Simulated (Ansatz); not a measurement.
**Ligand exchange: C4H10BCl + SiH3Cl → C4H11B + SiH2Cl2**

Species: C4H10BCl (chlorodiethylborane) `CCB(Cl)CC`, singlet; SiH3Cl (chlorosilane) `[SiH3]Cl`, singlet; C4H11B `CCBCC`, singlet; SiH2Cl2 (dichlorosilane (DCS)) `Cl[SiH2]Cl`, singlet. The partners trade Cl for H: B–Cl and Si–H bonds give way to B–H and Si–Cl.

Shapes, held fixed at every level: PBE0-D4/def2-TZVP. Flexible molecules stand in one conformer, not always the lowest. Programs: Ansatz 0.2.0. The zero-point and thermal change to 298 K, harmonic and unscaled (PBE0-D4/def2-TZVP), is +1.1 kJ/mol.

(1) Estimate ΔH(298 K) of this reaction.

## Answers

(1) MP2/def2-TZVPP gives ΔH(298 K) = +17.1 kJ/mol; the levels span +10.6 to +36.3. The median of the levels is +17.1. No measured value is set beside it here. Times are processor times on shared x86 and Arm servers, and rough.

```
              level                    kind  ΔH(298 K) (kJ/mol)  CPU time (sum over the molecules)
        HF/def2-SVP            Hartree–Fock               +19.3                                  –
   SPW92/def2-TZVPP                     LDA               +22.6                               45 s
BHLYP-D4/def2-TZVPP           global hybrid               +10.6                               66 s
 PBE0-D4/def2-TZVPP           global hybrid               +14.4                               85 s
 wB97M-V/def2-TZVPP  range-separated hybrid               +12.5                            3.7 min
   CCSD(T)/def2-SVP   coupled cluster or CI               +36.3                            2.9 min
     MP2/def2-TZVPP     perturbation theory               +17.1                                  –
```

The exchange is endothermic at every level, so chlorine prefers boron to silicon in this pair. The thermal correction of +1.1 kJ/mol is small, which places the preference in the electronic energy. The likely main reason is π donation: in chlorodiethylborane a chlorine lone pair delocalises into the empty boron p orbital, and hydride, having no lone pair, can't replace that stabilisation. The strong, polar Si–Cl bond formed in return offsets much of the loss, leaving a modest net cost.

The sign is therefore better supported than the size. CCSD(T)/def2-SVP, at +36.3 kJ/mol, stands well above all the others and shouldn't be taken as the reference merely because of its formal rank; a double-zeta basis describes correlation around chlorine and silicon poorly, which probably inflates the value.

The result applies to monomeric diethylborane, whereas dialkylboranes with small alkyl groups readily dimerise through B–H–B bridges, a step that would favour the product side and isn't included in this balance.
